## The naive picture

Every ion in this series carries the charge 3+, and each step in the nuclear charge $Z$ adds one proton and one electron. The simplest guess is a sawtooth. The ionisation energy (IE) climbs while a subshell fills, roughly as in a hydrogen-like ion, falls when a new subshell opens, and dips once more just after the half-filled 4d shell. The spin-unpolarised, scalar-relativistic BLYP calculation gives the climb and the falls. It climbs far more slowly than a hydrogen-like ion, and it has no dip at half filling.

The sizes worth remembering are these:

- one step within a subshell: +2 to +4 eV;
- opening a new subshell: −8 to −23 eV between adjacent rows;
- the half-shell break that the calculation lacks: roughly −3 to −5 eV, poorly fixed by these data;
- spin-orbit coupling of one 5p electron, also lacking: a little under 1 eV (rough, recalled);
- the shortfall of the orbital energy against the IE: 5 to 8.5 eV.

Triply charged ions from Rb to Te in NIST's ground configurations, computed with Quantum ESPRESSO 7.5 (ld1.x): all-electron scalar-relativistic Kohn-Sham, BLYP functional, point nucleus. The ions are spherical and not spin-polarised, with open shells spread evenly over spin and m. The ionisation energy is the total energy of the 4+ ion less that of the 3+ ion.

```csv
species,Z,electrons,configuration,electron removed from,ionisation energy (eV),−ε(highest occupied) (eV),highest level mean radius (bohr),NIST table (eV),kind of table value,stated uncertainty (eV),computed less table (eV)
Rb3+,37,34,[Ar] 3d10 4s2 4p4,4p,53.4279,46.586,1.5748,52.2,semi-empirical,0.25,1.23
Sr3+,38,35,[Ar] 3d10 4s2 4p5,4p,57.1487,49.988,1.4940,56.28,semi-empirical,0.003,0.869
Zr3+,40,37,[Kr] 4d1,4d,34.1479,28.130,1.8511,34.41836,measured,6e-05,-0.270
Nb3+,41,38,[Kr] 4d2,4d,36.8088,30.506,1.7249,37.611,measured,0.022,-0.802
Mo3+,42,39,[Kr] 4d3,4d,39.3924,32.805,1.6178,40.33,semi-empirical,0.06,-0.938
Tc3+,43,40,[Kr] 4d4,4d,41.9133,35.044,1.5255,41,theory,1.7,0.913
Ru3+,44,41,[Kr] 4d5,4d,44.3834,37.236,1.4447,45,theory,1.7,-0.617
Rh3+,45,42,[Kr] 4d6,4d,46.8125,39.390,1.3734,42,theory,1.7,4.81
Pd3+,46,43,[Kr] 4d7,4d,49.2078,41.515,1.3097,46,theory,1.7,3.21
Ag3+,47,44,[Kr] 4d8,4d,51.5753,43.615,1.2524,49,theory,1.7,2.58
Cd3+,48,45,[Kr] 4d9,4d,53.9194,45.695,1.2005,51,theory,1.7,2.92
In3+,49,46,[Kr] 4d10,4d,56.2444,47.758,1.1532,55.45,measured,0.04,0.794
Sn3+,50,47,[Kr] 4d10 5s1,5s,41.3765,36.144,2.1250,40.74,measured,0.04,0.637
Sb3+,51,48,[Kr] 4d10 5s2,5s,44.4414,38.992,2.0250,43.804,measured,0.025,0.637
Te3+,52,49,[Kr] 4d10 5s2 5p1,5p,36.5641,31.621,2.2355,37.4155,measured,0.0012,-0.851
```

Here $\varepsilon$ is the Kohn-Sham energy of the highest occupied level of the 3+ ion and $\langle r\rangle$ its mean radius. Below, $n$ is the number of electrons in the subshell that loses one, and "error" means computed less table. Against the nine references that are measured or semi-empirical, the mean absolute error is 0.78 eV and the largest is 2.4 % of the table value. The known fault in the total energies, at most 0.024 eV, matters for none of this. The printed analysis after this text holds the fits row by row.

## Ten rows without a break

From Zr3+ (4d¹) to In3+ (4d¹⁰) the computed IE rises from 34.15 to 56.24 eV. Every step is positive and smaller than the one before, from 2.66 down to 2.33 eV. A straight line through the ten rows, of slope 2.45 eV per unit of $Z$, misses by at most 0.28 eV, and a parabola by at most 0.04 eV. What the parabola leaves is a gentle S-shaped remainder, because the shrinking of the steps itself dies away along the row. The step from Ru3+ to Rh3+ (d⁵ to d⁶) differs from the mean of its two neighbours by −0.004 eV, a remnant of that same slow change in curvature and not a break.

The rise has a standard cause. An electron added to the 4d shell screens its companions from the added proton only in part, since it spends much of its time at the same distance from the nucleus or further out. The shell contracts in every row, from 1.851 to 1.153 bohr, and is held more tightly.

The hydrogen-like picture fails on the size of the effect. With an effective charge $Z_\mathrm{eff}$ it gives $\langle r\rangle \propto 1/Z_\mathrm{eff}$ and IE $\propto Z_\mathrm{eff}^2$, so IE $\propto \langle r\rangle^{-2}$. The radii of Zr3+ and In3+ stand in the ratio $1.851/1.153 = 1.605$, which would put In3+ at $34.15 \times 1.605^2 \approx 88$ eV, against 56.24 eV computed. A power law fitted to the ten rows has the exponent −1.05, and the product IE·$\langle r\rangle$ stays within 1.5 % of its mean, creeping up from 2.32 to 2.38 hartree·bohr.

One charge cannot fix both size and energy here. The IE is a small remainder of large terms: in the same runs the classical electron repulsion falls by about 20 hartree when Zr3+ is ionised and by about 32 hartree for In3+, while the IE is only about 1.3 and 2.1 hartree. A plausible reading of the $1/\langle r\rangle$ rule is that the electron always leaves the same net charge behind, so that the energy scales like a fixed charge over a shrinking distance. That is a guess; the rule is a description of these ten rows and does not carry over to other subshells.

The smoothness itself is imposed. With spin polarisation off and the $n$ electrons spread evenly over all ten spin-orbitals, the energy is a smooth function of $n$ and $Z$ until the shell is full, and nothing in it marks $n = 5$. No open-shell row is a Hund's-rule ground term. The missing dip says nothing about real ions.

## The three breaks that the calculation has

All three falls are changes of subshell, and all three appear in the NIST values too.

| change | computed step (eV) | table step (eV) | against extrapolation (eV) |
|---|---|---|---|
| Sr3+ to Zr3+, 4p to 4d | −23.00 | −21.86 | about −30 |
| In3+ to Sn3+, 4d to 5s | −14.87 | −14.71 | about −17 |
| Sb3+ to Te3+, 5s to 5p | −7.88 | −6.39 | about −11 |

The last column asks how far the new row lies below the continuation of the old subshell: the 4d parabola carried one step on, or a line through the two 4p or the two 5s rows. The two-point lines are weak. Y3+ is absent from the table, so the 4p line runs across two units of $Z$, and a similar line for $-\varepsilon$ gives 60.19 eV at Nb3+, where the run itself has 64.46 eV for the 4p level. Electrons entering 4d screen 4p less than further 4p electrons do, so the line underbinds and −30 eV is probably too small a break. Within Nb3+ the 4p and 4d levels lie 33.95 eV apart.

The causes are penetration and screening. The 4d electron is kept off the nucleus by its centrifugal barrier and sits outside the filled 4s and 4p shells; in Nb3+ the mean radii are 1.15, 1.27 and 1.72 bohr for 4s, 4p and 4d. At Sn3+ the electron enters 5s and the radius jumps by 0.97 bohr, yet the IE falls by only a quarter. The 4d rule would give $2.384 \times 27.21/2.125 \approx 31$ eV, against 41.38 eV computed. An s electron has no barrier and its inner lobes reach through the 4d shell; the scalar-relativistic contraction of s orbitals, which is in the calculation, pulls the same way. At Te3+ the radius grows by only 0.21 bohr, but the 5p electron penetrates less and has the 5s pair beneath it. For a neighbouring series the rule is to look at $l$ as well as at size: IE·$\langle r\rangle$ is 3.0 to 3.3 hartree·bohr in the s and p rows and 2.3 to 2.4 in the d rows. The configurations were fixed to NIST's, so the place of each break is an input; only its size is a result.

## The break that is missing

The table values fall by 3 eV from Ru3+ to Rh3+, where the calculation rises by 2.43 eV. The difference is −5.4 eV with an uncertainty of 2.4 eV, if the stated 1.7 eV of these two theoretical values are independent. The reference alone is thus suggestive, at about twice its uncertainty. The physics is well established: in d⁶ the sixth electron must pair its spin, has no exchange with the five of opposite spin, and leaves a half-filled shell behind.

A count gives the size. If parallel spins attract through an exchange energy $K$ in proportion to the squares of their populations, the energy is $-\tfrac{K}{2}(n_\uparrow^2+n_\downarrow^2) = -\tfrac{K}{4}(n^2+M^2)$, with $M = n_\uparrow - n_\downarrow$. The calculation sets $M=0$; Hund's rule gives $M = \min(n, 10-n)$. Each ion is therefore placed too high by $aM^2$, and

$$\text{error} = c - a\,(M_n^2 - M_{n-1}^2),$$

where $c$ collects whatever else is wrong. The bracket runs +1, +3, +5, +7, +9 for d¹ to d⁵ and −9, −7, −5, −3, −1 for d⁶ to d¹⁰. The calculation should be increasingly low up to d⁵ and then abruptly high.

The two constants were fitted to the four 4d rows with measured or semi-empirical references (Zr3+, Nb3+, Mo3+, In3+), giving $a = 0.286$ eV and $c = 0.269$ eV. Take Rh3+, which was not in the fit. It goes from d⁶ ($M=4$) to d⁵ ($M=5$), the bracket is $16-25=-9$, and the predicted error is $0.269 + 9 \times 0.286 = +2.8$ eV; the table shows +4.81 eV. For Ru3+ the bracket is $25-16=+9$ and the prediction −2.3 eV, against −0.62 eV. In the step between them $c$ cancels, and the real step should lie $18a \approx 5.2$ eV below the computed one. The closeness to the −5.4 ± 2.4 eV found is chance. The slope leans on In3+, whose error also holds a spin-orbit shift (see below) and any drift of $c$ along the row. Fitted to Zr3+, Nb3+ and Mo3+ alone, the count gives $a = 0.167$ eV and a break of −3.0 eV, which the reference allows as well. Even these three rows don't follow the count closely: their errors move by −0.53 and then −0.14 eV where it demands equal steps. The break is best read as −3 to −5 eV, with 5 eV as the upper end.

The count has clear failures. It misses the four fitted rows by 0.23 eV rms, while their references are good to 0.06 eV or better. All six rows with theoretical references, Tc3+ to Cd3+, lie above it, by 1.65 eV on average; Tc3+, Rh3+ and Cd3+ miss by more than 1.7 eV, and for Tc3+ the sign is wrong (+0.91 eV found, about −1.7 eV predicted). A common offset in those references would look like this, but the table can't separate that from a defect of the count. The errors of Pd3+, Ag3+ and Cd3+ (2.58 to 3.21 eV) are not resolved from each other, and the drop in error from Cd3+ to In3+ coincides with the change to a measured reference.

A second count, of parallel pairs lost relative to the average over the configuration, predicts nearly the same break (−5.1 eV, but −2.7 eV without In3+, so the two counts lean on the same row) and fits the four rows worse, at 0.43 eV rms, because it demands equal errors for Zr3+ and In3+, which are −0.27 and +0.79 eV. That preference is not clean. Spin-orbit coupling, absent here, lowers the ground level of d¹ Zr3+ and of d⁹ In4+, which pushes those two errors apart in the same direction as the $M^2$ count. Term energies and the growth of exchange as the shell shrinks are ignored as well, so $a$ and $c$ are not physical constants. What the numbers show is a pattern of signs: negative for d¹ to d³, positive for d⁶ to d¹⁰. Of the positive rows only In3+ has a measured reference, and three of the other four lie within twice their uncertainty of zero. That missing exchange causes it is argued from theory.

The same reasoning places a break after p³ and after f⁷, and says that a calculation of this kind will pass smoothly over both. Rb3+ (p⁴, bracket −5) and Sr3+ (p⁵, bracket −3) have positive errors in the predicted order, +1.23 and +0.87 eV, though the Rb3+ reference is uncertain by 0.25 eV.

## The last three rows

Sn3+ and Sb3+ defeat the spin count. Polarisation would lower Sn3+ (5s¹, ionising to a closed shell) and Sb4+ (5s¹, from a closed shell), so its omission should make the first IE too low and the second too high. Both errors are +0.64 eV, and the computed step of 3.065 eV equals the measured 3.064 eV well within the uncertainties of 0.04 and 0.025 eV. Missing spin cannot explain the positive error of Sn3+, and an s electron has no first-order spin-orbit shift. The cause is open; the equality may be a cancellation.

Te3+ breaks the run of errors, at −0.85 eV. Its 5p¹ configuration splits into a twofold $^2P_{1/2}$ and a fourfold $^2P_{3/2}$ level, and the ground level $^2P_{1/2}$ lies two thirds of the splitting below the weighted mean that a scalar-relativistic run describes. With a rough, recalled 0.8 eV for that lowering, the error of Te3+ nearly vanishes. Yet the error changes by −1.49 eV from Sb3+ to Te3+, and spin-orbit coupling covers only about half of that, leaving −0.7 eV. Missing spin polarisation should supply part of the rest, since it makes the IE too high for Sb3+ and too low for Te3+, but these runs don't give its size; what then remains is tied to the unexplained excess in the 5s rows. With spin and spin-orbit coupling both missing, none of these errors can be laid on BLYP alone.

## The orbital energy

In every row $-\varepsilon$ falls short of the IE, reaching 0.82 to 0.88 of it, and along 4d the ratio rises without a feature at half filling. Janak's theorem, approximate here, says that $\varepsilon = \partial E/\partial n$, so the IE is $-\varepsilon$ averaged over the removal of the electron. If $E$ is quadratic in $n$, the IE is the mean of $-\varepsilon$ in the 3+ and 4+ ions. The runs list 4d levels at −54.45 eV for rhodium and −64.95 eV for indium, which by their smaller radii belong to the 4+ ions. For indium the mean is $(47.76+64.95)/2 = 56.36$ eV against 56.24 eV; for rhodium the overshoot is likewise 0.11 eV. In these two rows the shortfall is thus half the curvature of $E(n)$.

The exact functional is linear between integer electron numbers and has $-\varepsilon$ = IE. The curvature is the self-interaction error of a semi-local functional, a spurious charging energy of the orbital, which should scale roughly as $1/\langle r\rangle$. The shortfall times $\langle r\rangle$ lies between 0.360 and 0.409 hartree·bohr in all fifteen rows, sinking steadily along 4d, perhaps because a fuller shell relaxes more. Since this product is similar for all subshells while IE·$\langle r\rangle$ is low for d, every d row has a lower ratio than every s or p row: for Zr3+, $1 - 0.409/2.323 = 0.824$. It also distorts the breaks. From the compact 4d to the diffuse 5s the shortfall drops from 8.49 to 5.23 eV, so $-\varepsilon$ falls by 11.61 eV where the IE falls by 14.87 eV.

The analysis program printed:

```
floors: IE rounding 0.00005 eV; known fault <= 0.024 eV; theory refs +-1.7 eV
ion shell n | IE*r, gap*r (Ha bohr) gap(eV) -eps/IE | dM2 err unc | 4d: quad resid, err-A, err-B (eV)
Rb3+ 4p 4 | 3.092 0.396 6.84 0.872 | -5 +1.23 0.25 | 
Sr3+ 4p 5 | 3.138 0.393 7.16 0.875 | -3 +0.87 0.003 | 
Zr3+ 4d 1 | 2.323 0.409 6.02 0.824 | +1 -0.27 6e-05 | -0.037 -0.25 -0.45
Nb3+ 4d 2 | 2.333 0.400 6.30 0.829 | +3 -0.80 0.022 | +0.016 -0.21 -0.34
Mo3+ 4d 3 | 2.342 0.392 6.59 0.833 | +5 -0.94 0.06 | +0.031 +0.23 +0.17
Tc3+ 4d 4 | 2.350 0.385 6.87 0.836 | +7 +0.91 1.7 th | +0.024 +2.65 +2.66
Ru3+ 4d 5 | 2.356 0.379 7.15 0.839 | +9 -0.62 1.7 th | +0.006 +1.69 +1.77
Rh3+ 4d 6 | 2.363 0.375 7.42 0.841 | -9 +4.81 1.7 th | -0.013 +1.96 +2.06
Pd3+ 4d 7 | 2.368 0.370 7.69 0.844 | -7 +3.21 1.7 th | -0.025 +0.94 +1.11
Ag3+ 4d 8 | 2.374 0.366 7.96 0.846 | -5 +2.58 1.7 th | -0.025 +0.88 +1.12
Cd3+ 4d 9 | 2.379 0.363 8.22 0.847 | -3 +2.92 1.7 th | -0.008 +1.79 +2.10
In3+ 4d 10 | 2.384 0.360 8.49 0.849 | -1 +0.79 0.04 | +0.030 +0.24 +0.62
Sn3+ 5s 1 | 3.231 0.409 5.23 0.874 | +1 +0.64 0.04 | 
Sb3+ 5s 2 | 3.307 0.406 5.45 0.877 | -1 +0.64 0.025 | 
Te3+ 5p 1 | 3.004 0.406 4.94 0.865 | +1 -0.85 0.0012 | 
4d computed steps eV: [2.661 2.584 2.521 2.47  2.429 2.395 2.367 2.344 2.325]
second differences eV: [-0.077 -0.063 -0.051 -0.041 -0.034 -0.028 -0.023 -0.019]
4d table steps eV: [ 3.19  2.72  0.67  4.   -3.    4.    3.    2.    4.45]
4d line: slope 2.448 eV/Z, max resid 0.278; quadratic: Z^2 coeff -0.0201, max resid 0.037 eV
4d IE ~ r^-1.054; max dev from mean: IE*r 1.5%, IE*r^2 (hydrogenic) 26.4%
d5->d6 step less neighbour mean: computed -0.0036, table -7.0 +- 3.8 eV
d5->d6 table less computed step -5.43 +- 2.4 eV; model A -5.16, model B -5.14
model A (M^2) fit Zr,Nb,Mo,In: a 0.286 c 0.269 rms 0.23; theory rows mean resid +1.65, max 2.65 eV
model B (pairs) fit Zr,Nb,Mo,In: a 1.156 c 0.178 rms 0.43; theory rows mean resid +1.80, max 2.66 eV
mean error eV: Tc,Ru +0.15; Rh-Cd +3.38; non-theory rows mean abs 0.78, max rel 2.4%
Sr->Zr (Y absent): step IE -23.00, table -21.86, -eps -21.86 eV, r +0.357 bohr; vs extrapolated 64.59: -30.44 eV
In->Sn: step IE -14.87, table -14.71, -eps -11.61 eV, r +0.972 bohr; vs extrapolated 58.46: -17.08 eV
Sb->Te: step IE -7.88, table -6.39, -eps -7.37 eV, r +0.211 bohr; vs extrapolated 47.51: -10.94 eV
in-shell steps eV: Rb->Sr 3.72 (table 4.08), Sn->Sb 3.065 (table 3.064)
Nb3+ 4p-4d level gap 33.95 eV; 4p line extrapolated 60.19 vs actual 64.46
Te error -0.85, with rough spin-orbit -0.05; Sb->Te error change -1.49, left -0.69 eV
gap*r mean 0.387, range 0.360-0.409 Ha bohr; gap ~ r^-0.79 (all rows)
Rh3+: half eigenvalue shift 7.53 vs gap 7.42; midpoint 46.92, less IE +0.106 eV
In3+: half eigenvalue shift 8.60 vs gap 8.49; midpoint 56.36, less IE +0.112 eV
```
